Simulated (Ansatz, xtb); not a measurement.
# C3H5BF2S: which of two isomers lies lower

Structure a is `FB(F)SC1CC1`, a singlet and structure b is `CS/C=C/B(F)F`, a singlet. Both are isolated molecules in the gas phase, relaxed with PBE-D3(BJ)/def2-SVP; the shapes shown needn't be the lowest conformers.

a (Å):

```xyz
12

C    -0.0864   -0.2225    0.1722
C    -0.1893   -0.5224   -1.3049
C    -1.2142    0.3637   -0.6394
B    -1.2925   -0.7193    2.6361
F    -1.5573    0.5861    2.5828
F    -1.7140   -1.4048    3.6990
S    -0.3870   -1.5831    1.3301
H     0.7174    0.4560    0.4998
H     0.5634   -0.0700   -1.9689
H    -0.5039   -1.5370   -1.5963
H    -2.2223   -0.0488   -0.4796
H    -1.1891    1.4485   -0.8271
```

b (Å):

```xyz
12

C    -2.5995    1.5021    0.3685
C    -0.6986   -0.4853    0.1885
C     0.0480   -1.5693   -0.1673
B     1.3167   -1.9310    0.6210
F     2.0737   -2.9877    0.3034
F     1.7281   -1.2018    1.6706
S    -2.1538    0.0341   -0.6133
H    -1.8123    2.2780    0.3053
H    -2.7894    1.2319    1.4251
H    -3.5323    1.9004   -0.0731
H    -0.3882    0.1364    1.0483
H    -0.2679   -2.1853   -1.0265
```

Quicker runs give these differences E(b) − E(a): GFN2-xTB +13.44 kcal/mol; HF/STO-3G +12.31 kcal/mol (at GFN2-xTB geometries); r2SCAN-D4/def2-SVP +3.52 kcal/mol (at GFN2-xTB geometries).

Problem. Estimate E(b) − E(a) at the level CCSD(T)/def2-SVP + ΔMP2/def2-TZVPP.

Solution. Too close to call at this level: CCSD(T)/def2-SVP + ΔMP2/def2-TZVPP gives E(b) − E(a) = +0.84 kcal/mol.

The same difference at several levels:

```csv
level,geometry,E(b) − E(a) (kcal/mol),departure from the last row (kcal/mol),"job, with rough time for the two"
GFN2-xTB,GFN2-xTB,+13.44,+12.60,"optimisation, 0.8 s"
HF/STO-3G,GFN2-xTB,+12.31,+11.47,"single point, 0.82 s"
r2SCAN-D4/def2-SVP,GFN2-xTB,+3.52,+2.68,"single point, 5.2 s"
PBE-D3(BJ)/def2-SVP,PBE-D3(BJ)/def2-SVP,+3.43,+2.60,"optimisation, 47 s"
HF/def2-SVP,PBE-D3(BJ)/def2-SVP,+2.22,+1.38,part of the CCSD(T) run
MP2/def2-SVP,PBE-D3(BJ)/def2-SVP,+7.76,+6.92,part of the CCSD(T) run
CCSD(T)/def2-SVP,PBE-D3(BJ)/def2-SVP,+5.17,+4.34,single point
CCSD(T)/def2-SVP + ΔMP2/def2-TZVPP,PBE-D3(BJ)/def2-SVP,+0.84,,"single point, 72 s"
```

As drawn, b has 1 C–S, 1 C=C, 1 C–B in place of 1 B–S, 3 C–C. Structure a has a 3-membered ring, b no ring.

The largest departure from CCSD(T)/def2-SVP + ΔMP2/def2-TZVPP is that of GFN2-xTB, 12.60 kcal/mol. The last row adds to CCSD(T) the change of the MP2 difference between the two basis sets, here −4.34 kcal/mol, a large step that makes the value less sure.

With thermal terms from frequencies at re-optimised GFN2-xTB minima (ideal gas, soft modes damped towards free rotors, one conformer each, 298.15 K, 1 atm): the zero-point term adds −1.54 kcal/mol; ΔH is −0.13 and ΔG −1.48 kcal/mol.

The correlated steps freeze 11 core orbitals. Programs: Ansatz 0.2.0, xtb 6.7.1; the last row on 2 threads of Intel(R) Xeon(R) Processor @ 2.70GHz on a shared host.

The two isomers are practically isoenergetic, and the small electronic preference for the ring is not a firm ordering. Opening a cyclopropane to an alkene releases strain and normally pays for the lost σ bond, so the near-balance suggests that exchanging B–S for C–B and C–S bonding costs about as much. Sulfur can donate its lone pair directly into the empty boron p orbital in a, whereas in b it does so only through the C=C bond, in a push–pull arrangement.

In the small basis, correlation favours a, probably because the compact ring brings more σ-electron pairs close together; MP2 exaggerates this, and the larger basis shifts the balance back towards b. The closeness of HF/def2-SVP to the final value therefore looks like cancellation of errors. Zero-point energy and entropy both favour the floppier open chain, enough to reverse the nominal order in ΔG but not to establish b as the preferred isomer. Near-equal energies do not imply easy interconversion, which would require breaking strong bonds.
